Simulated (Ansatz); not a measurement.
PtSe2: energy along a strain

PtSe2, P-3m1, a = 3.724 Å, c = 5.062 Å (as given, not relaxed at this level: -1.4 GPa, forces to 0.32 eV/Å). Ansatz: PBEsol+D3(BJ), PAW, 420 eV, Γ-centred 12×12×10 mesh on 3 atoms, Gaussian smearing 0.15 eV; no spin polarisation. Cell vectors (Å): 3.724 0.000 0.000; -1.862 3.225 0.000; 0.000 0.000 5.062. The cell is strained by x per cent times the pattern (1 1 0 0 0 0) in the order xx yy zz yz xz xy (engineering shears), with fractional coordinates held. y is the free energy over the start, V0 = 20.265 Å³/atom.

| x (%) | y (meV/atom) |
| --- | --- |
| -6.00 | 176.18 |
| -4.50 | 92.17 |
| -3.00 | 36.95 |
| -1.50 | 7.23 |
| 0.00 | 0.00 |
| 1.50 | 12.55 |
| 3.00 | 42.42 |
| 4.50 | 87.35 |
| 5.25 | ? |
| 6.00 | 145.34 |

Question: Fit y = c1 x + c2 x² + c3 x³ to the other rows, get the stiffness along the pattern, and predict the missing energy.

Answer: Least squares on the rows shown. y = 2.0729 x + 4.4553 x² − 0.12895 x³. The clamped-ion stiffness p·C·p = 2 × 44.55 eV × 160.2 / 20.265 Å³ = 704 GPa (second derivative at the start, which stands under stress). At x = 5.25 the fit asked for gives 115.02 meV/atom. The run gave 114.83 meV/atom, so the fit is 0.19 meV/atom too high, within the rms miss on the fitted rows (0.37 meV/atom).

Spin–orbit coupling is left out, which can shift energies with elements as heavy as these.

Cost: 10 runs of about 3.9 core-minutes in all, on Intel Xeon Processor @ 2.50GHz (Skylake/Cascade Lake) (shared hosts).

Equal in-plane stretching is cheaper than equal compression at the largest strains, 145.34 against 176.18 meV/atom at 6 %, but the order is reversed at 1.50 and 3.00 %. Two terms compete. The positive linear term means that the starting cell is under in-plane tension and would lower its energy by contracting slightly, which penalises small expansions. The negative cubic term reflects ordinary bond anharmonicity: overlap repulsion rises steeply as atoms are pushed together, while the restoring force softens as they are drawn apart, and this wins at larger strain.

The large stiffness is probably governed by the covalent Pt–Se network within the layers, since this pattern leaves the interlayer spacing unchanged. It therefore says little about the much weaker resistance expected along the stacking axis. Letting the selenium height adjust to the in-plane strain would relieve part of the bond-length change, so the static stiffness with relaxed ions should be lower than 704 GPa. The smooth energy curve does not by itself establish mechanical stability against other distortions.
